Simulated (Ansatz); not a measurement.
# In: energy change per atom and pressure against volume scale

Results calculated with Ansatz 0.2.0, not measured. Plane-wave DFT, scalar-relativistic PAW made under PBE with cores redone for the functional, no dispersion; the given relaxed cell is scaled uniformly, energy at zero smearing counts from the unscaled cell, pressure at the given Fermi-Dirac smearing is positive in compression.

The cell before it is scaled or strained (space group P6_3/mmc, No. 194):
```
CELL_PARAMETERS angstrom
3.34690 0.00000 0.00000
-1.67350 2.89850 0.00000
0.00000 0.00000 5.44850
ATOMIC_POSITIONS crystal
In 0.33333 0.66667 0.25000
In 0.66667 0.33333 0.75000
```

Settings of every row: spin polarised no; functional r2SCAN; wave cutoff 500 eV; smearing width 0.1 eV; k mesh 12x12x7.

Atom starting moment: 0 on all atoms.

Limits: the cell comes from a prototype or a list of computed structures and needn't be the stable phase.

| row | volume scale | V (Å³/atom) | energy change per atom (meV) | pressure (GPa) |
| --- | --- | --- | --- | --- |
| 1 | 0.88 | 23.257 | 63.63 | 7.37 |
| 2 | 0.92 | 24.314 | ? | ? |
| 3 | 0.96 | 25.371 | 5.79 | 1.89 |
| 4 | 1.04 | 27.485 | 5.15 | -1.42 |
| 5 | 1.08 | 28.542 | 18.68 | -2.53 |
| 6 | 1.12 | 29.599 | 38.61 | -3.38 |

Question: what energy change per atom and pressure should row 2 give?

Worked fit of energy change per atom. Take u = (V_r/V)^(2/3) − 1 with V_r = 27.485 Å³ an atom, which is twice the finite (Eulerian) strain; such expansions in the strain, on which the Birch-Murnaghan equation of state is built, carry the rest volume and the bulk modulus. The shown rows have u = 0.11779, 0.0548, 0, -0.02484, -0.0482. Least squares give energy change per atom = 4.551 − 364.966 × u + 7338.79 × u² meV; a straight line predicts inner rows, each left out in turn, worse (root mean square 25 against 1.3 meV). The rows lie off it by 0.25, -0.80, 0.60, 0.54, -0.58 (root mean square 0.58 meV). The withheld row has u = 0.08516, so the fit gives 4.551 − 364.966 × (0.08516) + 7338.79 × (0.08516)² = 26.69 meV.

The calculation gave 25.67 meV. The fit lies 1.02 meV (4 % of the value, 1.7 % of the column's range) above it; its largest miss of a shown row is 0.80 meV.

Worked fit of pressure. Take u = (V_r/V)^(2/3) − 1 with V_r = 27.485 Å³ an atom, which is twice the finite (Eulerian) strain; such expansions in the strain, on which the Birch-Murnaghan equation of state is built, carry the rest volume and the bulk modulus. The shown rows have u = 0.11779, 0.0548, 0, -0.02484, -0.0482. Least squares give pressure = −1.444 + 49.855 × u + 211.3 × u² GPa; a straight line predicts inner rows, each left out in turn, worse (root mean square 0.71 against 0.054 GPa). The rows lie off it by 0.01, -0.03, 0.02, 0.02, -0.02. The pressure vanishes at u = 0.0261, or V = 26.44 Å³ an atom, and there the bulk modulus at fixed shape and fractions is B = −V dP/dV = (2/3)(1 + u) dP/du = 41.6 GPa. Letting shape and atoms relax would as a rule lower it, by much in layered, chain or molecular crystals. The withheld row has u = 0.08516, so the fit gives −1.444 + 49.855 × (0.08516) + 211.3 × (0.08516)² = 4.33 GPa.

The calculation gave 4.29 GPa. The fit lies 0.04 GPa (0.37 % of the column's range) above it; its largest miss of a shown row is 0.03 GPa.
